**How AlRu resists a change of volume**

AlRu is an ordered alloy in which each aluminium atom sits at the centre of a cube of eight ruthenium atoms, and the reverse. A density-functional calculation gives its energy $E$ per atom at seven volumes $V$ per atom. The cubic shape is kept, so all distances scale together: the Al–Ru contacts, 2.591 Å in the starting cell, and the Ru–Ru and Al–Al distances, which equal the cell edge of 2.992 Å. Energies are counted from the minimum of a smooth curve through all seven points, which lies between two rows, at $V_0 = 13.55$ Å³.

AlRu (Pm-3m, 2 atoms per cell), computed with FLEUR MaX-R8.1 (later development tree): all-electron FLAPW DFT, PBE, no spin polarisation or spin–orbit coupling, 9×9×9 k mesh, Fermi–Dirac smearing of 0.05 eV, plane-wave cutoff kmax 4.41 bohr⁻¹. The cell is scaled at fixed cubic shape with the atoms at rest; energies are counted from the minimum of the fitted curve.

```
volume (Å³/atom)  energy (meV/atom)
           12.58              49.83
           12.85              24.99
           13.12               9.14
           13.39               1.22
           13.65               0.55
           13.92               6.24
           14.19              17.76
```

## 1. Which end of the scan costs more energy, and why?

The most compressed row costs 2.8 times as much as the most stretched one. Most of this is a matter of distance: the compressed end lies half as far again from the minimum. Near a minimum the energy grows with the square of the distance, which alone gives a factor of 2.25. The remaining factor of 1.25 arises because the energy curve is steeper on the compressed side. It isn't a constant of the alloy: closer to the minimum the curve approaches a parabola and the factor shrinks towards 1.

## 2. How can a stiffness be read from three energies?

The pressure is the slope of the energy, $P=-\mathrm{d}E/\mathrm{d}V$. The bulk modulus $B$ is the pressure needed per relative change of volume, so it follows from the curvature:

$$B=-V\frac{\mathrm{d}P}{\mathrm{d}V}=V\frac{\mathrm{d}^2E}{\mathrm{d}V^2}.$$

For equal steps $h$, the curvature is the sum of the two outer energies less twice the middle one, divided by $h^2$. Before rounding, the volumes run from 12.5837 to 14.1901 Å³ in six equal steps, so $h=0.2677$ Å³. The three rows around 13.39 Å³ then give

$$B\approx 13.39\times\frac{9.14-2\times1.22+0.55}{0.2677^2}\ \text{meV/Å}^3\approx1.354\ \text{eV/Å}^3\approx 217\ \text{GPa},$$

with 1 eV/Å³ equal to 160.2 GPa. The smooth curve through all seven rows, these three included, gives about 1 % less at this volume. Along the scan such misses alternate in sign. A curvature taken from three close points magnifies the small scatter of the energies, so a modulus read this way is good to about 1 % and not to its last digit.

## 3. Does the alloy stay equally stiff when it is squeezed?

No. The same recipe applied along the scan gives 258 GPa around 12.85 Å³ and only 181 GPa around 13.92 Å³, with a fall at every step between. Squeezing the alloy by about 8 % in volume thus raises its stiffness by about two fifths.

The standard explanation is a competition between two forces. Bonding pulls the atoms together and varies gently with distance. The repulsion between overlapping electron clouds, which the Pauli principle forces apart, rises much faster as the contacts shorten. Compression therefore brings in more and more of the steep part. The repulsion is not the only source, though. In a model with one repulsive and one attractive power of the distance, both exponents add equally to the stiffening, and even a plain spring along each contact would stiffen somewhat on compression for geometric reasons (question 4). The total energies show the stiffening, while its division into attraction and repulsion is an argument from theory.

A compact rule describes the result: $B\propto V^{-B'}$, where $B'$ is the rise of the modulus per unit of pressure, here about 4.5 and taken as constant. Volume goes as the cube of the contact length, so the modulus goes as roughly the inverse 13th or 14th power of that length. A contact 1 % shorter makes the alloy between 14 and 15 % stiffer.

## 4. Why is a parabola in the volume a poor model?

A parabola has the same curvature everywhere. Since $B$ is the volume times the curvature, such a solid would become softer when squeezed, with $B'=-1$. That is the wrong behaviour even in sign, however well the parabola matches the bottom of the curve.

The remedy is to measure the deformation differently. Suppose the energy is the square of $V^n-V_0^n$. Differentiating three times at the minimum gives $B'=2-3n$. The parabola is the case $n=1$; a plain spring in the contact length, $n=1/3$, gives $B'=1$; the choice $n=-2/3$ gives $B'=4$, close to the value for AlRu. This is the starting point of the Birch–Murnaghan equation, which uses the strain

$$f=\tfrac12\left[(V_0/V)^{2/3}-1\right],\qquad E\approx\tfrac92B_0V_0f^2,$$

where $B_0$ is the modulus at the minimum. Its next term adjusts $B'$ from 4 to the actual value.

Two curves with three constants each, one quadratic in volume and one quadratic in $f$, were fitted to all seven rows. The typical miss falls from 0.7 to 0.07 meV per atom; the output after this text has the details. The success shows that $f$ is a good variable for this range of volumes, but it does not identify the forces behind the curve.

## 5. The starting cell is slightly too small. Does that matter?

The cell from which the scan was built, at 13.39 Å³, has an edge 0.4 % shorter than the calculated equilibrium. In energy this hardly counts: about 1 meV per atom. In pressure it amounts to 2.5 GPa, and the modulus there is between 5 and 6 % above its equilibrium value.

The reason is that energy changes with the square of a small displacement, while pressure and stiffness change in direct proportion to it. A cell that looks relaxed by its energy can still be unsuitable for elastic data. The same reasoning applies to temperature: the calculation holds the atoms still, and thermal expansion of the real alloy would usually lower its modulus.

## 6. Which digits can be trusted?

The energies lie on a smooth curve to within about 0.02 meV per atom, so even the small difference between the two lowest rows is meaningful within this scan. Smoothness is not accuracy, however. An error of the k mesh or the basis that varies slowly with volume would leave the curve just as smooth and still shift its minimum or curvature.

The printed volumes also set a limit. On the steep compressed side, a change of 0.005 Å³ moves the energy by about 0.6 meV per atom, far more than the last printed digit. Anyone refitting the table should use the unrounded volumes. A modulus of about 200 GPa is a sensible reading for the PBE functional with the atoms at rest. How far the real alloy departs from it, through the error of the functional or through temperature, can't be learned from this scan, and the convergence of mesh and basis wasn't tested either.

## 7. What would change with other elements?

The formula $E\approx\tfrac92B_0V_0f^2$ separates scale from shape. The product $B_0V_0$ sets the height of the whole curve: if it were halved, every energy at the same strain would be roughly halved. The asymmetry depends on $B'$, which lies near 4 or 5 for many metals.

An alkali metal makes the contrast clear. Its few, widely spread valence electrons bind weakly over long distances, so its modulus is far smaller and its energy curve much shallower. It too is expected to stiffen on compression, for the reasons given in question 3, though no alkali metal was computed here. To guess the curve of a neighbouring compound, one therefore needs mainly its equilibrium volume and its modulus.

The analysis program printed:

```
Model and local stiffness (last three columns use this row and the two before):
    row  Al-Ru A  parabola meV  strain squared meV  Birch-Murnaghan meV  pressure GPa  middle volume A3  local B GPa  power-law B GPa
  12.58    2.538         43.53               49.21                49.83         17.72               n/a          n/a              n/a
  12.85    2.556         22.71               24.79                25.01         12.08               n/a          n/a              n/a
  13.12    2.573         8.601               9.074                9.123         7.026             12.85        258.2            257.8
  13.39    2.591         1.211               1.235                1.238         2.494             13.12        232.5            234.9
  13.65    2.608        0.5356              0.5286                0.528        -1.571             13.39        216.9            214.5
  13.92    2.625         6.575               6.282                6.254        -5.217             13.65        194.1            196.3
  14.19    2.642         19.33               17.89                17.76        -8.489             13.92        181.4            179.8
fit of energy on 7 rows: constant -0.5473 +/- 0.54, coefficient of d -2.745 +/- 0.83, coefficient of d**2 50.49 +/- 1.5; rms 0.731, worst 12.85 0.85, leave-one-out rms 1.96
fit of energy on 7 rows: constant -0.05403 +/- 0.05, coefficient of f 9.228 +/- 3.3, coefficient of f**2 77940 +/- 219; rms 0.0688, worst 13.65 -0.0956, leave-one-out rms 0.183
Energy of compressed end over stretched end (ratio): 2.806
Part of that ratio from squared distance to the minimum (ratio): 2.252
Remaining factor from asymmetry of the curve (ratio): 1.246
Rms miss of volume parabola over rms miss of strain parabola (ratio): 10.62
Modulus slope B' from the outermost local moduli (no unit): 4.411
Rise of modulus for a 1 % shorter contact (%): 14.52
Equilibrium cell edge longer than given edge by (%): 0.3988
Modulus at given cell above that at equilibrium by (%): 5.516
Energy change for 0.005 A3 per atom at the most compressed row (meV/atom): 0.5531
Rms miss of Birch-Murnaghan with the run's constants (meV/atom): 0.01573
```
